## Results and discussion

Row 6 looks wrong. The molecule ends 0.416 eV below its start, and a downhill reaction is usually expected to pass its highest point early. Yet the highest image comes after 4.12 Å of a path of 6.34 Å, about two thirds of the way along. The image itself is sound: the force left on it is small, and a vibration check finds a first-order saddle there. That this saddle links the two ends rests on the band alone, since no downhill paths from it were followed.

Climbing-image nudged elastic band for a hydrogen shift in C2H6BBrSi (neutral singlet) between relaxed ends, calculated with Ansatz 0.2.0 at the restricted PBE0-D4/def2-SVP level. Energies are electronic, without zero-point terms; band forces are the largest components, with a convergence limit of 0.03 eV/Å.

| row | energy over the start (eV) | path length (Å) | band force (eV/Å) |
| --- | --- | --- | --- |
| 1 | 0.000 | 0.000 | n/a |
| 2 | 0.135 | 0.824 | 0.004 |
| 3 | 0.267 | 1.648 | 0.006 |
| 4 | 0.242 | 2.472 | 0.029 |
| 5 | 0.488 | 3.296 | 0.002 |
| 6 | 1.427 | 4.120 | 0.006 |
| 7 | 0.432 | 4.862 | 0.009 |
| 8 | -0.139 | 5.603 | 0.006 |
| 9 | -0.416 | 6.344 | n/a |

In this reaction the hydrogen H11 leaves the carbon C5 and binds to the neighbouring boron. The column "energy over the start" gives the height of each image, and "path length" adds up the motion of all atoms from the start to that image. Three explanations of the top's position can be held against these columns and against the bond lengths at the start, the top and the end.

### What the energy drop alone would do

The tempting explanation is Hammond's rule: the more a reaction runs downhill, the more its top resembles the start. A simple model makes this quantitative. Let $x$ be the share of the path covered, from 0 to 1. Near the start the energy rises as $kx^2$; seen from the end it rises as $k(1-x)^2$ above the final energy, with the same stiffness $k$. The top is where the two curves cross.

At the crossing $x^*$ the forward barrier is $E_f = k x^{*2}$ and the backward barrier is $E_b = k(1-x^*)^2$. Dividing one by the other removes the stiffness:

$$x^* = \frac{\sqrt{E_f}}{\sqrt{E_f}+\sqrt{E_b}}$$

The limiting cases are those of Hammond's rule. With no energy drop the barriers are equal and the top sits in the middle; if the forward barrier vanishes, the top moves to the start. For a downhill reaction the model therefore puts the top before the middle.

Here $E_f$ is 1.427 eV, and $E_b$ is 1.427 + 0.416 = 1.843 eV. The square roots are 1.19 and 1.36, so $x^*$ = 1.19/(1.19 + 1.36) = 0.47. The calculation puts the top at 0.65, on the other side of the middle. The estimate also shows how weak the expected effect is: both barriers are much larger than the drop, which shifts the predicted top only slightly from the middle.

The barrier heights have errors of their own. Zero-point energy, which is left out, usually lowers the barrier of a hydrogen transfer, and the closed-shell treatment could place the top too high if the stretched bond has open-shell character, which is untested. The prediction hardly depends on this. With both barriers lower by 0.2 eV it would be √1.23/(√1.23 + √1.64) = 0.46, still slightly before the middle. Open-shell character could also shift the calculated top itself and its bond lengths, and that remains untested.

### A long, cheap approach

The second explanation concerns the measure of progress. Imagine a molecule that first turns a loose group at no cost and only then climbs a hill. The longer the turning, the later the top appears as a share of the path, although the hill has not changed. Extra motion after the top has the opposite effect.

The table has such a cheap front part. At row 4 the molecule has covered 39% of the path but has climbed only 17% of the barrier. Most of the remaining climb comes between rows 5 and 6. On the way to the top the group at C5 turns: H10 swings from one side of the triangle of Si, B and C5 to near its plane, while H11 approaches the boron. The skeleton changes as well: between the start and the top the Si–C5 distance shrinks from 2.06 to 1.77 Å. How much of this happens before row 4 is not known.

If the path is counted from row 4, the top lies at 0.43, and the same formula gives 0.45. The curve also follows the hill: over rows 5 to 8 its typical miss is 0.06 eV, against 0.66 eV for the curve drawn over the whole path. The energies of rows 4, 6 and 9 set this second curve, so the tests are the position of the top and the energies of rows 5, 7 and 8. The output printed after this section gives the values.

This success depends on where the count begins. Row 4 was chosen because it lies in a dip just before the steep climb; counted from row 3, the top moves to 0.53 and the typical miss grows to 0.39 eV. Nor does the dip establish an intermediate. It is only 0.025 eV deep, and row 4 has the largest force left on any image of the band. The cheap approach can thus account for the late position along the path, but the numbers do not divide the reaction into two separate steps.

### Late in the bonds as well

The third explanation is that the hydrogen transfer itself is nearly complete at the top. Bond lengths can test this without any use of path length. In an early top, C5–H11 would be close to its starting length and B–H11 still long. In a late top, B–H11 would be close to its final length and C5–H11 far stretched.

Row 6 is close to the late limit. B–H11 is 1.24 Å, within a twentieth of an ångström of its final length, and 96% of its closing is done. C5–H11 has grown from 1.10 to 1.62 Å, a large stretch for such a bond. That is only 37% of its total opening, but this share misleads, because the hydrogen keeps moving away from the carbon after the bond has been lost.

Around the moving hydrogen, then, the top resembles the product, against Hammond's rule. The position of 0.43 counted from row 4 does not contradict this, because path length includes every atom. Another hydrogen, H9, sits on the boron and is still 2.92 Å from the silicon at the top. By the end it has come within 1.67 Å and bridges the two atoms. This motion lengthens the path behind the top and makes the top look earlier than the bonds say.

The bridge also suggests why the rule fails here. Hammond's rule is most useful when a single change dominates the step, but here the 0.416 eV belongs to a rearrangement with several parts. If much of the drop comes from the bridge, the exchange of C–H for B–H alone is less downhill, perhaps even uphill, and a late top is natural. This remains a hypothesis, since the energy of the bridge has not been separated from the rest. An end structure with H9 held away from the silicon would test it.

The energy drop therefore fails as a guide to the top, while the other two explanations answer different questions. The cheap approach offers a reason why the top lies late along the path; the bond lengths show that it is also late in the hydrogen transfer. For a related shift, the lengths of the bond being made and the bond being broken are a more direct measure of how far the transfer has gone, because path length also counts whatever the rest of the molecule does before and after.

Printed output of the fit:

```
Path and crossing parabolas over the whole path:
  row  energy (eV)  share of path  model (eV)
    1            0              0           0
    2        0.135         0.1299      0.1099
    3        0.267         0.2598      0.4395
    4        0.242         0.3897       0.989
    5        0.488         0.5195       1.088
    6        1.427         0.6494      0.3845
    7        0.432         0.7664    -0.06055
    8       -0.139         0.8832     -0.3271
    9       -0.416              1      -0.416
Top position predicted for the whole path (share): 0.4681
Typical (rms) miss of the whole-path model on rows 5 to 8 (eV): 0.6566
Top position predicted when counting from row 4 (share): 0.445
Top position found when counting from row 4 (share): 0.4256
Typical (rms) miss of the model from row 4 on rows 5 to 8 (eV): 0.06124
Model from row 4 at rows 5 to 8 (eV over the start): 0.513, 1.326, 0.4606, -0.1969
Top position found when counting from row 3 (share): 0.5264
Typical (rms) miss of the model from row 3 on rows 5 to 8 (eV): 0.3892
Energy of row 4 as part of the forward barrier (%): 16.96
Dip from row 3 to row 4 (eV): 0.025
C5-H11 distance at the top (angstrom): 1.622
B-H11 distance at the top (angstrom): 1.244
Part of the B-H11 closing done at the top (%): 95.91
Part of the C5-H11 opening done at the top (%): 36.71
Si-H9 distance at the top (angstrom): 2.915
Si-H9 distance at the end (angstrom): 1.671
Si-C5 distance at the start (angstrom): 2.057
Si-C5 distance at the top (angstrom): 1.767
```
